**Problem: adding electrons one at a time to a soft-edged spherical dot**

Electrons are added to a Woods-Saxon well $V(r)=-D/(1+e^{(r-R_0)/a})$ with depth $D$, radius $R_0$ and edge $a$, at the level of spin-polarised LDA with spherically averaged shells. Energies are in effective hartrees and lengths in effective bohrs, the units in which the effective mass and the screened charge equal one. Three scales are worth remembering. The well is about 5 deep. Two electrons a distance $R\approx7.5$ apart repel with $1/R\approx0.13$. Confinement to that length costs a kinetic energy of order $1/R^2\approx0.02$. In the 33-electron run the Hartree energy is 67.7 and the kinetic energy 5.33, a ratio near 13, so electrostatics shapes the cloud and quantum effects decorate the result.

Spherical dot in spin-polarised LDA (PW92), computed with radks and Libxc, with m-averaged shells and greedy filling. The well is -D/(1+exp((r-R0)/a)) with D = 5.06 hartree*, R0 = 11.1 bohr* and a = 1.3 bohr* (* effective atomic units). The chemical potential is E(N)-E(N-1), the addition energy E(N+1)+E(N-1)-2E(N), and levels are named by radial order.

```csv
electrons,chemical potential (hartree*),unpaired electrons,rms radius (bohr*),highest eigenvalue (hartree*),highest level,addition energy (hartree*)
1,-4.953,1,4.112,-4.872,1s up,n/a
2,-4.763,0,4.565,-4.686,1s up,0.2171
3,-4.546,1,5.015,-4.475,1p up,0.1429
4,-4.403,2,5.293,-4.331,1p up,0.1430
5,-4.260,3,5.501,-4.189,1p up,0.1688
6,-4.091,2,5.678,-4.024,1p down,0.1340
7,-3.957,1,5.827,-3.890,1p down,0.1341
8,-3.823,0,5.955,-3.756,1p up,0.1963
9,-3.627,1,6.090,-3.563,1d up,0.1281
10,-3.499,2,6.208,-3.435,1d up,0.1276
11,-3.371,3,6.312,-3.308,1d up,0.1269
12,-3.244,4,6.406,-3.181,1d up,0.1261
13,-3.118,5,6.492,-3.055,1d up,0.1506
14,-2.968,4,6.572,-2.907,1d down,0.1221
15,-2.846,3,6.647,-2.785,1d down,0.1218
16,-2.724,2,6.717,-2.663,1d down,0.1214
17,-2.602,1,6.782,-2.542,1d down,0.1209
18,-2.481,0,6.844,-2.421,1d up,0.1885
19,-2.293,1,6.908,-2.234,1f up,0.1178
20,-2.175,2,6.969,-2.116,1f up,0.1174
21,-2.058,3,7.026,-1.999,1f up,0.1170
22,-1.941,4,7.080,-1.882,1f up,0.1165
23,-1.824,5,7.132,-1.766,1f up,0.1161
24,-1.708,6,7.182,-1.650,1f up,0.1156
25,-1.592,7,7.229,-1.535,1f up,0.1384
26,-1.454,6,7.275,-1.397,1f down,0.1135
27,-1.341,5,7.319,-1.284,1f down,0.1132
28,-1.227,4,7.362,-1.171,1f down,0.1129
29,-1.114,3,7.403,-1.058,1f down,0.1126
30,-1.002,2,7.443,-0.9457,1f down,0.1122
31,-0.8896,1,7.481,-0.8336,1f down,0.1119
32,-0.7777,0,7.519,-0.7219,1f up,0.1849
33,-0.5928,1,7.557,-0.5378,1g up,0.1100
34,-0.4828,2,7.595,-0.4279,1g up,n/a
```

With $E(N)$ the total energy of $N$ electrons, the chemical potential is $\mu(N)=E(N)-E(N-1)$ and the addition energy is $A(N)=E(N+1)+E(N-1)-2E(N)=\mu(N+1)-\mu(N)$. The highest eigenvalue $\varepsilon(N)$ belongs to the top occupied Kohn-Sham level, $M$ is the number of unpaired electrons, and $r_{\rm rms}$ is the rms radius of the density. Levels are named by radial order: 1f is the lowest, nodeless level with $l=3$, and 2s has one radial node.

**(a)** Read off the filling order and the shell closures. Is this the order of the empty well?

*Solution.* The highest level runs 1s, 1p, 1d, 1f, 1g. Each shell holds $2(2l+1)$ electrons, so the closures fall at $N=2(l+1)^2=2, 8, 18, 32$. There $M=0$ and $A$ has its four largest values. The label "up" in these rows carries no meaning, since both spins are degenerate when $M=0$.

The empty well orders its levels differently. A finite-difference solution of the one-electron radial equation puts 2s at $-4.731$, between 1d at $-4.759$ and 1f at $-4.641$, which would give closures at 2, 8, 18, 20, 34. The table shows no peak at 20. In the 33-electron run the empty 2s level lies even above 1g, by 0.027. Since the well is the same in both calculations, the comparison shows that the interaction reorders the levels. The mean radii of that run show how: all nodeless levels sit between 7.1 and 7.9, even 1s, while 2s has a mean radius of 4.99. The electrons live in a shell, and the effective potential is hollow. Part (c) gives the argument for the hollow.

The filling comes from a greedy search, which can miss a lower configuration. The eigenvalues favour 1g over 2s at $N=33$. The choice of 1f over 2s at $N=19$ rests on the search itself.

**(b)** Away from the peaks $A$ lies between 0.110 and 0.143. Derive this background without a fitted parameter, and evaluate it for $N=33$.

*Solution.* The simpler system is a charged conducting sphere: its potential is $N/R$, so each further charge costs $1/R$ more than the last. The dot differs in having no fixed surface, and the radius has to be found. Classical charge moves until the total force vanishes wherever there is charge. By Gauss's law the enclosed charge $Q(r)$ pushes outward with $Q/r^2$, and the well pulls inward with $V'(r)$, so

$$Q(r)=r^2V'(r)=\frac{D}{a}\,r^2\,\frac{x}{(1+x)^2},\qquad x=e^{(r-R_0)/a}.$$

The cloud ends at $R_c$, where $Q(R_c)=N$. The total potential is flat inside and equals its edge value, $\mu=V(R_c)+N/R_c$. Then

$$\frac{d\mu}{dN}=\frac1{R_c}+\Big[V'(R_c)-\frac{N}{R_c^2}\Big]\frac{dR_c}{dN}=\frac1{R_c},$$

because the bracket vanishes by force balance. The dot is a capacitor with capacitance $R_c(N)$, and the background falls because the edge moves outward.

For $N=33$, take $r=8.64$. Then $x=e^{-2.46/1.3}=0.1507$, $x/(1+x)^2=0.1138$ and $D/a=3.892$, so $V'=0.443$ and $Q=74.65\times0.443=33.1$. Thus $R_c=8.64$ and $1/R_c=0.116$, which is 5% above the tabulated 0.1100. The classical chemical potential at 33 electrons is $-5.06/1.1507+33/8.64=-4.397+3.819=-0.578$. The tabulated $\mu(33)$ is the difference between the energies of 33 and 32 electrons, so it belongs midway between them, half a charging step (0.058) lower. There the model gives $-0.636$, against $-0.5928$. The Hartree energy of this charge, $N^2/2R_c+\int_0^{R_c}Q^2/2r^2\,dr$, is 67.88, within 0.2% of the 67.75 of the run.

The half step matters for $\mu$: without it the classical value would seem too high in every row sampled. With it the misfit takes both signs. The model is 0.043 too low here, where a new shell has just opened, and 0.021 too high at $N=31$, near the end of the old one, because a smooth charge has no levels and runs through the steps between shells. That it comes close at all is helped by a near cancellation which the run shows at $N=33$: kinetic and exchange-correlation energies sum to only $-1.18$.

For $A$ the overshoot relative to the table shrinks from 14.5% at $N=3$ to about 5% in the 1f shell. On the 25 rows that are neither closures nor half-filled shells, a least-squares fit of $1/(R_c+d)$ gives $d=0.53$ and an rms residual of 0.0020, against 0.0088 with $d=0$; $N=33$ is among the fitted rows and $N=3$ is the worst. A fit of $c/r_{\rm rms}$ to the same rows does less well (0.0050), as expected if the added charge goes to the outer edge and not to the mean radius. The constant $d$ is no physical length: $1/A-R_c$ is $7.00-6.11=0.89$ at $N=3$ and $8.94-8.56=0.38$ at $N=31$. Tunnelling beyond the classical edge would raise the effective radius, and the spin term of part (e) lowers $A$ slightly; how the misfit divides among these and the remaining exchange-correlation and kinetic terms is not settled by the numbers. The analogy ends at the peaks, since a classical conductor has neither levels nor spin.

**(c)** How does the size grow with $N$, and why does this density imply a hollow potential?

*Solution.* At fixed density a radius grows as $N^{1/3}$. A straight-line fit of $\ln r_{\rm rms}$ against $\ln N$ for $N=20$ to 34 gives a slope of only 0.161. The model explains the low value. From the formula for $Q$,

$$\frac{d\ln Q}{dr}=\frac2r+\frac1a\,\frac{1-x}{1+x},$$

which at $r=8.64$ is $0.231+0.568=0.80$. The exponent is $1/(8.64\times0.80)=0.145$, somewhat below the table. At this rate a doubling of $N$ adds about $\ln2/0.80=0.87$ to the edge radius. The rms radius gains 0.66 from 4 to 8 electrons, 0.76 from 8 to 16 and 0.80 from 16 to 32. A strict logarithm would make these gains equal; they rise, and a small power describes the table at least as well. The wall steepens almost exponentially, so a small step outward balances much more charge.

The classical rms radius is too large, by 6.3% of the tabulated value at $N=1$ and 0.7% at $N=33$, while the capacitance radius of part (b) is too small. Both signs fit a quantum density that is smeared inward and outward from the sharp classical edge. Shell structure barely shows in the size: the step on opening 1d is 0.135 after 0.128, and on opening 1g no kink is resolved.

The classical density $Q'/4\pi r^2$ roughly doubles per edge length $a$ over the outer part of the cloud, so most of the charge lies in the last two or three bohrs. A perfectly flat interior would still order the levels like a spherical box, with 2s below 1f, so flatness alone does not account for part (a). A Thomas-Fermi argument supplies the rest. Locally $v_{\rm eff}(r)=\mu-\tfrac12k_F(r)^2$ with $k_F\propto n^{1/3}$, so the effective potential must be lowest where the density $n$ is high and must rise towards the Fermi level in the dilute centre. The dip needed is small against the well depth: at $N=33$ the occupied levels span only $0.734-0.538=0.196$. A level with much weight in the interior then lies near the top of the occupied band, which is where 2s is found. This is an argument, and it does not say how much of the hollow is electrostatic and how much comes from the exchange-correlation potential.

**(d)** The peaks at $N=8, 18, 32$ fall from 0.1963 to 0.1849. Do the shell gaps shrink?

*Solution.* They grow. At a closure the next electron pays the charging energy and, in addition, the step to the next level, so the gap is the excess of $A$ over the background. With the mean of the two neighbouring rows as background, $N=32$ gives $0.1849-\tfrac12(0.1119+0.1100)=0.074$, and $N=8$ and 18 give 0.065 and 0.069. The peaks fall because the background drops by 0.020 while the gap gains 0.009. The spacing of 1f and 1g in the 33-electron run is 0.073, which confirms the reading at $N=32$. The neighbours differ by up to 0.006 (at $N=8$), so the third decimal depends on the choice of background, but the rise survives if only the row before, or only the row after, is used throughout.

Electrons confined to a shell behave as particles on a sphere, with levels $l(l+1)/2R^2$ and gaps $(l+1)/R^2$ from $l$ to $l+1$. The numerator runs 2, 3, 4 while $R^2$ grows from 35.5 to 56.5, and the numerator wins. With $R=r_{\rm rms}$, $N=32$ gives $4/7.519^2=0.0708$. The estimate lies 13%, 7% and 4% below the three excesses. For the four spacings from 1s to 1g at $N=33$, with the mean radii of the two levels averaged, it is low by 14% to 8%. The sign is as theory argues: the centrifugal term samples $\langle r^{-2}\rangle$, which for a shell of finite thickness exceeds both $1/\langle r\rangle^2$ and $1/\langle r^2\rangle$.

$N=2$ does not fit. Its excess over $N=3$ alone is 0.074, and the sphere formula falls 35% short. One neighbour from above probably understates the background, and two electrons have perhaps not yet formed a shell; the empty well has a 1s to 1p gap of $4.955-4.864=0.091$, and the excess lies between that and the sphere value 0.048.

**(e)** Explain the smaller peaks at $N=5, 13, 25$ and the trend of their height.

*Solution.* In every completed shell $M$ climbs to $g=2l+1$ and then falls to zero, which is Hund's first rule, and the small peaks mark the turning points. Write the spin energy as $-IM^2/4$ with an exchange parameter $I$. Along a steady rise or fall of $M$ the second difference is $-\tfrac I4[(M+1)^2+(M-1)^2-2M^2]=-I/2$. At a closure $M$ runs 1, 0, 1, which again gives $-I/2$, so the excess of part (d) holds no spin part in this model. At half filling $M$ runs $g-1, g, g-1$ and the second difference is $gI-I/2$. The excess is $gI$, the full exchange splitting between the filled up level and the empty down level.

The excesses are 0.030, 0.027 and 0.024, so $I=0.010$, 0.0053 and 0.0034 for 1p, 1d and 1f. The model also says that up and down levels split by $IM$. At $N=33$, with $M=1$, the 1g splitting is 0.0028, a plausible continuation of the sequence from a different quantity. The other nodeless levels split by nearly the same amount and 2s by only 0.0008, as expected when the spin density lies in the shell.

The fall of $gI$ can be argued from local exchange. Expanding the exchange energy of a uniform gas to second order in $M/N$ gives $I=\tfrac23(3/\pi)^{1/3}n^{1/3}/N\propto N^{-2/3}/R$. Half filling occurs at $N=(g^2+1)/2$, so $g\approx\sqrt{2N}$ and $gI\propto N^{-1/6}/R$, a slow decline. For a uniform sphere with the tabulated rms radius this estimate is 1.5 to 1.9 times too large and falls too fast, so it fixes only order and direction. Correlation, which it omits, opposes polarisation and acts the right way for the size.

For the rows beyond the table the same reasoning predicts a half-filling peak at $N=41$ with nine unpaired electrons and an excess near $9\times0.0028=0.025$ or a little less, and a closure at 50. This is a guess with a weak point: the 2s level lies only 0.027 above 1g at $N=33$, a distance of the same size as that splitting, so 2s may intervene.

**(f)** Why does the highest eigenvalue lie above the chemical potential, and by how much should it?

*Solution.* Janak's theorem gives $\varepsilon=\partial E/\partial N$ for a fractionally filled top level, so $\mu(N)$ is the average of $\varepsilon$ between $N-1$ and $N$. In LDA, $\varepsilon$ rises almost linearly as the level fills, hence $\mu(N)\approx\tfrac12[\varepsilon(N)+\varepsilon(N-1)]$ within one spin subshell. For $N=4$ this is $\tfrac12(-4.331-4.475)=-4.403$, the tabulated value. Over all 25 such steps the largest deviation is 0.0005, the size of the rounding. The theorem is built into the method, so the agreement shows consistency and near-linearity, and nothing about accuracy.

It follows that $\varepsilon-\mu$ is half the background step: 0.064 at $N=10$ and 0.055 at $N=33$, equal to $A/2$ to three decimals. At a peak only the background counts; $N=8$ has $\varepsilon-\mu=0.067$ while $A/2=0.098$.

In exact density-functional theory $E$ is piecewise linear between integers, the highest eigenvalue equals $\mu$, and the charging energy appears as a jump of the potential at integer $N$. LDA spreads the jump into a slope, so the whole offset is an error of the eigenvalue, and a self-interaction error in the plainest sense at $N=1$. There the empty-well solution is exact, $E=-4.955$. The LDA eigenvalue misses it by 0.083, the LDA total energy by only 0.002, and the rms radius is 1.6% too large. Removal energies should therefore be taken from differences of total energies. The small error at $N=1$ holds for that row only.

**(g)** What would change with the shape of the well, and which digits deserve trust?

*Solution.* The classical model predicts the following at $N=33$; these are statements of the model, which overshoots the background by about 5% in this range. Doubling the depth steepens the wall at every radius, so force balance is reached earlier: $R_c$ drops to 7.83 and the background rises by 10%. A radius 10% larger lowers it by 8.5%. Halving the edge moves $R_c$ out to 9.22 and lowers it by 6%; as $a\to0$ the dot becomes the conducting sphere itself, with $A=1/11.1=0.090$. If the shell radius follows $R_c$, gaps scale as $1/R_c^2$ and respond about twice as strongly, by $+22\%$ for the deeper well. A positive central charge would attract most the levels with weight at the centre, so it should lower 2s against the high-$l$ shells and could restore a closure at 20; how large a charge is needed the model cannot say.

As printed, $A$ is rounded to $\pm0.00005$ and $\mu$ below $-1$ to $\pm0.0005$. The two columns agree, $A(N)$ against $\mu(N+1)-\mu(N)$, to 0.0008, so peak heights should be read from $A$. The rises of 0.0001 from $N=3$ to 4 and from 6 to 7, the only ones apart from the steps up to the peaks, are of the size of the rounding and need no cause. The best fitted background misses by 0.0020, forty times the rounding, so the misfit is real structure in the calculation.

As physics, fewer digits hold. Partly filled spin subshells are averaged over $m$ and forced to be spherical, so the smooth plateaus are partly made by the settings and say nothing about deformation or multiplets. Splittings of that kind would plausibly be of the order of $I$, which would change the third decimal of $A$ in open shells, in 1p perhaps the second, and through them the backgrounds and excesses. Rows with closed or half-filled shells are spherical in their own right and suffer least, although their $A$ still contains the energies of both neighbours. At most two figures in the background and in the gaps, and the positions of the peaks for the filling order found, are what the table supports.
